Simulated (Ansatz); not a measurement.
## Which isomer of F2GaH2P gives these data?

These gas-phase data were calculated for one isomer of F2GaH2P at B3LYP-D3(BJ)/def2-SVP (harmonic, unscaled wavenumbers; equilibrium rotational constants with average atomic masses):

| Quantity | Value |
| --- | --- |
| rotational constants | 9.906, 1.794, 1.541 GHz |
| all wavenumbers above 1500 cm⁻¹ | 2311, 1966 |
| dipole moment | 0.99 D (PBE0/def2-TZVPD) |

Candidates:

(1) `F[PH][GaH][F]`, a singlet
(2) `[F][Ga]([F])[PH2]`, a singlet

Q: Assign the data to one candidate and say why.

A: Candidate (1). The band at 1966 cm⁻¹ lies where the Ga–H stretch is expected; (2) has no mode between 1700 and 2150 cm⁻¹.

The same quantities for all candidates:

```tsv
	rotational constants (GHz)	wavenumbers above 1500 cm⁻¹	dipole (D)	E above the lowest, B3LYP-D3(BJ)/def2-SVP (kcal/mol)
(1)	9.906, 1.794, 1.541	2311, 1966	0.99	29.5
(2)	5.977, 2.486, 1.778	2393, 2378	3.24	0.0
```

Each candidate is one conformer. Programs: Ansatz 0.2.0.

The two bands above 1500 cm⁻¹ in the assigned isomer reflect one hydrogen on each heavy atom: P–H at 2311 and Ga–H at 1966 cm⁻¹. The Ga–H stretch is lower mainly because the bond is weaker and has a smaller force constant; the reduced masses are nearly the same. In (2), both hydrogens are on phosphorus, giving the close pair at 2393 and 2378 cm⁻¹. The rotational constants independently support the assignment, since the larger first constant of (1) fits a chain with its mass closer to the long axis than in the forked GaF2 unit.

The assigned isomer lies 29.5 kcal/mol above (2). This ordering probably reflects bond exchange: (2) replaces P–F and Ga–H with a strong, highly polar Ga–F bond and a stronger P–H bond. Its larger dipole fits two Ga–F bond moments with components adding along the Ga–P axis. The energy gap gives a thermodynamic preference between these structures, but says nothing about the barrier to rearrangement.
